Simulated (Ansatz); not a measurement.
## AlSn: changing the dispersion correction

The cell as given:

The structure is hexagonal, space group P-6m2 (No. 187). The conventional cell has a = 4.198 Å, b = 4.198 Å, c = 3.307 Å, α = 90.00°, β = 90.00°, γ = 120.00°. Around Sn (site symmetry -6m2) lie 6 Al at 2.93 Å and 2 Sn at 3.31 Å. Around Al (site symmetry -6m2) lie 6 Sn at 2.93 Å and 2 Al at 3.31 Å.

The cell comes from a database or a generator and needn't be the stable form of this composition.

Kept alike: task relaxation of cell and atoms; functional PBEsol; k mesh 7 × 7 × 8; occupations fermi-dirac, width 0.05 eV; no spin polarisation. Program: Ansatz, Ansatz PAW, cutoff 420 eV. The mesh is that of the run's cell of 2 atoms. No spin-orbit coupling.

| dispersion correction | volume (Å³/atom) | first edge of the run's cell (Å) | third edge of the run's cell (Å) |
| --- | --- | --- | --- |
| D3(BJ) | 23.448 | 4.080 | 3.253 |
| D3(BJ)-ATM | 23.529 | 4.085 | 3.256 |
| D4 | 23.805 | 4.103 | 3.265 |
| none | 24.355 | 4.140 | 3.282 |

The relaxations keep at least the cell's symmetry (P-6m2). For a metal such a mesh leaves the last digits unconverged. Relaxations stop with a little pressure left, so the last digits of a volume or edge aren't settled. All rows use potentials made for PBE.

**Question.** What does the dispersion correction change here?

**Answer.** The volume runs from 23.448 (D3(BJ)) to 24.355 Å³/atom (none). Against no correction: D3(BJ) -3.7 %; D3(BJ)-ATM -3.4 %; D4 -2.3 %. Dispersion terms mostly attract and so lower the volume; the schemes' coefficients and damping set how far. The first edge of the run's cell runs from 4.080 (D3(BJ)) to 4.140 Å (none). The third edge of the run's cell runs from 3.253 (D3(BJ)) to 3.282 Å (none).

Every dispersion correction contracts the cell, and in each case the first edge shortens proportionally more than the third, so the contraction is not a uniform scaling. The third edge runs along the chains of like atoms, and this suggests that the lattice is stiffer in that direction, although the directional pull of the added term may contribute as well.

The bonding here is mainly metallic and covalent, through the s and p electrons of Al and Sn, and PBEsol already describes it without a dispersion term. In a metal, mobile electrons screen the fluctuating dipoles that atom-based coefficients treat as largely local, so part of the extra attraction is probably overbinding. The slightly larger volume with the three-body term fits its repulsive character in compact triangles of atoms, but the difference is too small to carry weight.

The spread measures sensitivity to the correction, not accuracy: Al and Sn form a simple eutectic without intermediate compounds, so there is no measured bulk phase of this kind against which to rank the schemes.
